**Conventions.** Atomic units, $e=m_e=\hbar=4\pi\varepsilon_0=1$, so $\nabla\cdot\mathbf E=4\pi\rho$ and $\mathbf E=-\nabla\phi$. The unit of time is $2.419\times10^{-17}$ s. The conductivity is $\sigma=\sum_k|q_k|\mu_kn_k$ and $\tau=1/4\pi\sigma$, which is $\varepsilon_0/\sigma$ in SI. The step is $\Delta t$, and $x=\Delta t/\tau$. The setting is the channel of a microdischarge in air at 1 atm and 300 K, with a typical $n_e=10^{20}$ m$^{-3}$.

## Estimate by hand

**Why a limit exists.** Excess charge drives a current that removes it at the rate $1/\tau$. An explicit step holds the old field for all of $\Delta t$ and removes the fraction $x$, so $G=1-x$. The charge changes sign for $x>1$ and grows for $x>2$.

**Numbers.** With $\mu=1/\nu$, $\tau=\nu/\omega_p^2$ and $\omega_p^2=4\pi n_e$. The gas density is $N\approx4\times10^{-6}$. A typical momentum-transfer cross section of $10^{-19}$ m$^2$ is 36, rounded to 40. A typical 3 eV electron has $v\approx0.5$. Then $\nu\approx8\times10^{-5}$. With $n_e\approx1.5\times10^{-11}$, $\omega_p^2\approx2\times10^{-10}$ and $\tau\approx4\times10^5$. The estimate is $\Delta t_{\max}=2\tau\approx8\times10^5$, or $2\times10^{-11}$ s.

## Careful calculation

**The predicted-charge equation.** Freeze $\sigma$ and the diffusion current at step $n$, and use the new field in the drift:
$$\rho^{n+1}=\rho^n-\Delta t\,\nabla\cdot(-\sigma^n\nabla\phi^{n+1}+\mathbf J^n_{\rm diff}).$$
Ionisation and attachment conserve charge and drop out. Inserting this in $\nabla\cdot(\epsilon_r\nabla\phi^{n+1})=-4\pi\rho^{n+1}$ gives
$$\nabla\cdot[(\epsilon_r+4\pi\Delta t\,\sigma^n)\nabla\phi^{n+1}]=-4\pi(\rho^n-\Delta t\,\nabla\cdot\mathbf J^n_{\rm diff}).$$
In the gas $\epsilon_r=1$, in the barrier $\sigma=0$, and wall charge counts in $\rho$. For uniform constant $\sigma$ without transport, $\rho^{n+1}=\rho^n-x\rho^{n+1}$, so $G=1/(1+x)$, stable at any step. In SI the bracket is $\varepsilon_0\epsilon_r+\Delta t\,\sigma^n$ and the $4\pi$ on the right goes.

**What $1-x$ omits.** The channel carries a field $E_0$. Take one dimension along $E_0$, immobile ions, and a local-field mobility $\mu\propto E^{-s}$ with $0\le s<1$, so that $d(\mu E)/dE=(1-s)\mu$. The perturbed current is $(1-s)\sigma\,\delta E+w\,\delta\rho-D\,\partial_z\delta\rho$, where $z$ points along the electron drift and $w=\mu E_0$. Put fields on cell faces, so the discrete Gauss law is exact, and use first-order upwind drift with central diffusion. For $\delta\rho_j\propto e^{ij\theta}$, $C=w\Delta t/\Delta z$ and $B=D\Delta t/\Delta z^2$,
$$G_{\rm ex}=1-(1-s)x-T,\qquad T=C(1-e^{-i\theta})+2B(1-\cos\theta).$$
$T$ traces an ellipse with real semi-axis $C+2B$ and imaginary semi-axis $C$. It lies inside the circle of radius $C+2B$ about its centre, so $|G|$ peaks on the real axis. The condition $G_{\rm ex}(\pi)\ge-1$ gives
$$\Delta t_{\max}=\frac{2}{(1-s)/\tau+2w/\Delta z+4D/\Delta z^2}.$$
The rates add. Taking the smallest of the separate limits is not sufficient.

**Numbers.** Typical inputs: $\mu=0.050$ m$^2$/(V s), $s=0.25$, $D=0.10$ m$^2$/s, $E_0=25$ kV/cm, $\Delta z=5$ µm. In atomic units $\mu=1.18\times10^4$ and $n_e=1.48\times10^{-11}$, so $1/\tau=2.19\times10^{-6}$ and $\tau=4.57\times10^5$ (11 ps). Three figures are carried only for the bookkeeping below.

| term | rate / $10^{-6}$ |
|---|---|
| $(1-s)/\tau$ | 1.64 |
| $2w/\Delta z$ | 1.21 |
| $4D/\Delta z^2$ | 0.39 |
| sum | 3.24 |

Hence $\Delta t_{\max}=6.2\times10^5$, or 15 ps.

**The barrier does not help.** Let plasma fill a gap $g$ in series with a barrier of thickness $d$ at fixed voltage. Then $g\,\delta E_g+d\,\delta E_d=0$, the wall charge is $4\pi\,\delta\Sigma=\epsilon_r\delta E_d-\delta E_g$, and $\dot\Sigma=\sigma E_g$. This mode decays with $\tau(1+\epsilon_rg/d)$, which is $5\tau$ for $g=d$ and an approximate $\epsilon_r=4$. Only this gap-wide mode is slowed. Bulk charge still relaxes with $\tau$.

**Semi-implicit, same model.** The mobility stays at $E^n$, so the field part of the perturbed current is $\sigma(\delta E^{n+1}-s\,\delta E^n)$. If the Poisson operator uses the same upwind face densities as the flux,
$$G_{\rm si}=\frac{1+sx-T}{1+x}.$$
At $\theta=0$ this lies below 1. At $\theta=\pi$ it requires
$$\Delta t\,[\,2w/\Delta z+4D/\Delta z^2-(1+s)/\tau\,]\le2.$$
In the channel the bracket is $(1.60-2.74)\times10^{-6}<0$, so the charge mode is stable at any step. The bracket turns positive below $0.58\times10^{20}$ m$^{-3}$. In dilute gas at the same field the limit tends to 30 ps, and it is shorter in the stronger field of a streamer head. The gain is thus at most a factor 2 here. At $10^{21}$ m$^{-3}$ the explicit limit is 2.7 ps and the gain at most 11. Stability is not accuracy: for large $x$, $G_{\rm si}(0)\to s$, while the exact factor $e^{-(1-s)x}$ vanishes.

## Why the two differ

**Three factors.** The ratio of careful to hand result is 0.77. The different inputs and the rounding move $\tau$ by $4.57/4=1.14$. The differential mobility lengthens the limit by $1/(1-s)=1.33$, because a raised field lowers $\mu$ and weakens the restoring current. Grid transport shortens it by $1.64/3.24=0.51$, because upwinding and diffusion overshoot on the cell-to-cell mode in the same sense as relaxation does. The product is 0.77. The estimate lands close because a lengthening by 1.52 partly cancels a halving. The halving depends on the grid and grows on refinement, and it fades at high $n_e$, where the limit approaches $2\tau/(1-s)$.

**Small omissions.** Ions of typical mobility $2\times10^{-4}$ m$^2$/(V s) add 0.4 % to $\sigma$. Ionisation and attachment rates, typically under $10^9$ s$^{-1}$ at this field, stay under 1 % of the sum. Electron inertia turns the decay rate $\lambda$ into the slow root of $\lambda^2-\nu\lambda+\omega_p^2=0$. With $\nu\tau=39$ this raises it by 3 %.

**Omissions that rival the effect.** The electron energy relaxes at about $E_0w/\bar\epsilon=2.5\times10^{-6}$ for $\bar\epsilon=3$ eV, as fast as $1/\tau$ and no faster. The factor $1-s$ is therefore exact for a local-field code only. In a local-energy or hybrid code $\mu$ lags the field, and with $\mu$ frozen ($s=0$) the limit is 13 ps. Modes across $E_0$ also see the full $\mu$, since they leave $|\mathbf E|$ unchanged to first order. Each further dimension with equal spacing adds $4D/\Delta z^2$, 12 % of the sum. The 15 ps is thus good to a few picoseconds as a guide to other codes.